**Tetragonal strain of a stretched one-atom phosphorus cell: where the maximum lies and what makes it**

The table holds the free energy change and the pressure of a one-atom P cell deformed at fixed volume along a tetragonal path, from plane-wave PAW calculations in LDA without spin polarisation. The program compares parabolas in logarithmic strain centred on the start and on the simple cubic cell, integrates the stress difference, and tests a nearest-neighbour bond model that splits the curvature into a tension part and a concavity part. The maximum lies at the cubic ratio 0.976 (rms 0.4 meV against 16.5 meV for a centre at the start), with $C' = -8.7$ GPa. In the bond picture tension adds +1367 meV to the curvature and concavity −7160 meV, and smearing supplies 6.6 % and 3.3 % of the fall at the two ends. An exponential bond fixed by pressure and curvature at the cubic cell misses ratio 1.2 by 12.6 meV, and one fitted to the energies alone gives a pressure about three times too large in size.

Tetragonal deformation at fixed volume of a one-atom P cell (P4/mmm, unrelaxed start with a = 4.273, c = 4.378 Å), run in Ansatz 0.2.0 with plane-wave PAW, scalar-relativistic LDA without spin polarisation, a 420 eV cutoff, a 12×12×12 k mesh and 0.15 eV Gaussian smearing. Energies are free energies relative to the starting cell, and pressure is positive in compression.

## Numerical check

```python
# Table: tetragonal strain at fixed volume of a one-atom P cell (Ansatz, plane-wave PAW, LDA, no spin):
# free energy change (meV/atom) and pressure (GPa). Tested: where the maximum sits (start or simple cubic),
# and whether tension, smearing or concave nearest-neighbour bonds give the fall on both sides.
T = {
    'axial_ratio': [0.85, 0.92, 0.96, 1.0, 1.1, 1.2],  # over its starting value
    'energy_change': [-55.1, -8.4, 0.9, 0.0, -40.4, -126.6],  # meV/atom
    'pressure': [-4.13, -4.11, -4.11, -4.11, -4.14, -4.23],  # GPa
}
import numpy as np
from scipy.constants import e
from scipy.interpolate import CubicSpline
x, E, P = (np.array(T[k], float) for k in ('axial_ratio', 'energy_change', 'pressure'))
a0, c0 = 4.273, 4.378  # cell of the caption, Angstrom
# further outputs of the same runs: stresses (GPa, compression positive), zero-width energies (meV)
Px = np.array([-3.275719, -3.767357, -4.013031, -4.25059, -4.854856, -5.496802])
Pz = np.array([-5.827142, -4.802339, -4.300331, -3.826832, -2.708672, -1.684846])
E0 = np.array([-51.441, -7.8497, 0.8718, 0.0, -38.575, -122.4])
V = a0*a0*c0; W = V*1e-21/e*1e3  # meV per GPa for this cell
a, c = a0*x**(-1/3), c0*x**(2/3); r0 = V**(1/3); s = np.log(c/a); t = np.log(x)
i0 = int(np.argmin(abs(x-1))); D = Pz-Px; slope = -2/3*W*D
f = lambda v, n=1: ' '.join(f'{q:8.{n}f}' for q in v)
rms = lambda v: np.sqrt(np.mean(v**2))
print(f'V {V:.2f} A^3; cubic edge {r0:.3f} A; cubic at ratio {a0/c0:.4f}; start c/a {c0/a0:.4f}; 1 GPa*V = {W:.1f} meV')
print('rounding of table: 0.05 meV, 0.005 GPa')
for lab, v, n in (('ratio', x, 2), ('a (A)', a, 3), ('c (A)', c, 3), ('s = ln(c/a)', s, 4), ('2a+c (A)', 2*a+c, 3),
                  ('Pzz-Pxx (GPa)', D, 3), ('dE/ds (meV)', slope, 0), ('slope/s (meV)', slope/s, 0), ('E table (meV)', E, 1)):
    print(f'{lab:24s}', f(v, n))
sp = CubicSpline(s, slope); Ei = np.array([sp.integrate(s[i0], q) for q in s])
print(f"{'stress integral - E':24s}", f(Ei-E, 2))
sz = sp.roots(extrapolate=False)[0]; xz = np.exp(sz)*a0/c0
print(f'stress difference zero at ratio {xz:.4f}; peak above start {sp.integrate(s[i0], sz):.2f} meV')
print('Parabolas in log strain, model - table (meV)')
for lab, b in (('centred on start', t**2/2), ('centred on cubic', (s**2-s[i0]**2)/2)):
    k = b@E/(b@b)
    print(f'{lab:24s}', f(k*b-E), f'| K {k:.0f} meV, rms {rms(k*b-E):.1f}, worst ratio {x[np.argmax(abs(k*b-E))]}')
q = np.polyfit(t, E, 2); xc = np.exp(-q[1]/(2*q[0]))
print(f'free centre: ratio {xc:.4f}, K {2*q[0]:.0f} meV, rms {rms(np.polyval(q, t)-E):.1f} meV')
K = (slope[i0]-slope[i0-1])/(s[i0]-s[i0-1]); Pc = np.interp(0, s, (2*Px+Pz)/3)
print(f"near cubic from stresses: K {K:.0f} meV, C' = 3K/4V = {0.75*K/W:.1f} GPa, P {Pc:.3f} GPa")
g1 = -Pc*W; g2 = 1.5*K-g1
print(f"bond picture: r phi' {g1:.0f} meV, r^2 phi'' {g2:.0f} meV; parts of K: tension {2*g1/3:+.0f}, concavity {2*g2/3:+.0f} meV")
L = 2*a+c
print(f"{'constant tension E (meV)':24s}", f(g1/r0*(L-L[i0])))
print(f"{'smearing part (meV)':24s}", f(E-E0), f'| share at ends {100*(1-E0[0]/E[0]):.1f} %, {100*(1-E0[-1]/E[-1]):.1f} %')
def shape(lam):
    u = -(2*np.exp(-(a-r0)/lam)+np.exp(-(c-r0)/lam)); return u-u[i0]
def st(r, A, lam): return -A*r/lam*np.exp(-(r-r0)/lam)/W
lam1 = -r0*g1/g2; A1 = g1*lam1/r0
grid = np.linspace(0.3, 4, 741); err = [rms(shape(l)*(shape(l)@E)/(shape(l)@shape(l))-E) for l in grid]
lam2 = grid[int(np.argmin(err))]; A2 = shape(lam2)@E/(shape(lam2)@shape(lam2))
for lab, A, l in (('fixed by P and K at cubic', A1, lam1), ('fitted to energies only', A2, lam2)):
    Pm = (2*st(a, A, l)+st(c, A, l))/3; dE = A*shape(l)-E
    print(f'Exponential bond {lab}: lambda {l:.2f} A, phi(r0) {-A:.0f} meV')
    print(f"{'  E model - table (meV)':24s}", f(dE), f'| rms {rms(dE):.1f}, worst ratio {x[np.argmax(abs(dE))]}')
    print(f"{'  P model (GPa)':24s}", f(Pm, 2), f'| drift 1.0 to 1.2: {Pm[-1]-Pm[i0]:.2f}')
print(f"{'P table (GPa)':24s}", f(P, 2), f'| drift 1.0 to 1.2: {P[-1]-P[i0]:.2f}')
eps = np.log(np.r_[a, c]/r0); S = np.r_[Px, Pz]
print('One curve for Pxx(a) and Pzz(c) in ln r, fit - output (GPa)')
for n in (1, 3):
    res = np.polyval(np.polyfit(eps, S, n), eps)-S
    print(f'  degree {n} across          ', f(res[:6], 3))
    print(f'  degree {n} along           ', f(res[6:], 3), f'| rms of all 12: {rms(res):.3f}')
print(f'same length: c {c[1]:.3f} A (chains) {Pz[1]:.3f}, a {a[4]:.3f} A (layers) {Px[4]:.3f}, difference {Pz[1]-Px[4]:.3f} GPa')
assert D[i0-1] < 0 < D[i0] and K < 0
assert abs(xc-a0/c0) < 0.01 and abs(xz-a0/c0) < 0.005
assert np.max(abs(Ei-E)) < 1.5
assert g1 > 0 > g2
```

Output:

```
V 79.94 A^3; cubic edge 4.308 A; cubic at ratio 0.9760; start c/a 1.0246; 1 GPa*V = 498.9 meV
rounding of table: 0.05 meV, 0.005 GPa
ratio                        0.85     0.92     0.96     1.00     1.10     1.20
a (A)                       4.511    4.393    4.332    4.273    4.139    4.021
c (A)                       3.928    4.141    4.260    4.378    4.665    4.944
s = ln(c/a)               -0.1382  -0.0591  -0.0165   0.0243   0.1196   0.2066
2a+c (A)                   12.950   12.928   12.924   12.924   12.944   12.986
Pzz-Pxx (GPa)              -2.551   -1.035   -0.287    0.424    2.146    3.812
dE/ds (meV)                   849      344       96     -141     -714    -1268
slope/s (meV)               -6139    -5824    -5775    -5806    -5969    -6137
E table (meV)               -55.1     -8.4      0.9      0.0    -40.4   -126.6
stress integral - E          0.01    -0.02     0.02     0.00    -0.07     0.14
stress difference zero at ratio 0.9760; peak above start 1.71 meV
Parabolas in log strain, model - table (meV)
centred on start            -27.9    -13.5     -6.1     -0.0     11.8     22.1 | K -6288 meV, rms 16.5, worst ratio 0.85
centred on cubic             -0.4     -0.3      0.0     -0.0     -0.7      0.4 | K -5995 meV, rms 0.4, worst ratio 1.1
free centre: ratio 0.9759, K -6005 meV, rms 0.3 meV
near cubic from stresses: K -5794 meV, C' = 3K/4V = -8.7 GPa, P -4.109 GPa
bond picture: r phi' 2050 meV, r^2 phi'' -10741 meV; parts of K: tension +1367, concavity -7160 meV
constant tension E (meV)     12.5      2.0     -0.2      0.0      9.5     29.5
smearing part (meV)          -3.7     -0.6      0.0      0.0     -1.8     -4.2 | share at ends 6.6 %, 3.3 %
Exponential bond fixed by P and K at cubic: lambda 0.82 A, phi(r0) -391 meV
  E model - table (meV)      -1.2     -0.2     -0.0      0.0      2.3     12.6 | rms 5.3, worst ratio 1.2
  P model (GPa)             -4.22    -4.13    -4.11    -4.11    -4.19    -4.35 | drift 1.0 to 1.2: -0.24
Exponential bond fitted to energies only: lambda 1.83 A, phi(r0) -2814 meV
  E model - table (meV)       0.2     -0.2      0.0      0.0     -0.7      0.2 | rms 0.3, worst ratio 1.1
  P model (GPa)            -13.26   -13.27   -13.28   -13.28   -13.27   -13.25 | drift 1.0 to 1.2: 0.03
P table (GPa)               -4.13    -4.11    -4.11    -4.11    -4.14    -4.23 | drift 1.0 to 1.2: -0.12
One curve for Pxx(a) and Pzz(c) in ln r, fit - output (GPa)
  degree 1 across             -0.024   -0.011   -0.023   -0.033   -0.005    0.111
  degree 1 along               0.018   -0.049   -0.036   -0.016    0.019    0.048 | rms of all 12: 0.042
  degree 3 across             -0.009    0.011    0.000   -0.011    0.002    0.088
  degree 3 along              -0.040   -0.042   -0.015    0.007    0.015   -0.005 | rms of all 12: 0.032
same length: c 4.141 A (chains) -4.802, a 4.139 A (layers) -4.855, difference 0.053 GPa
```
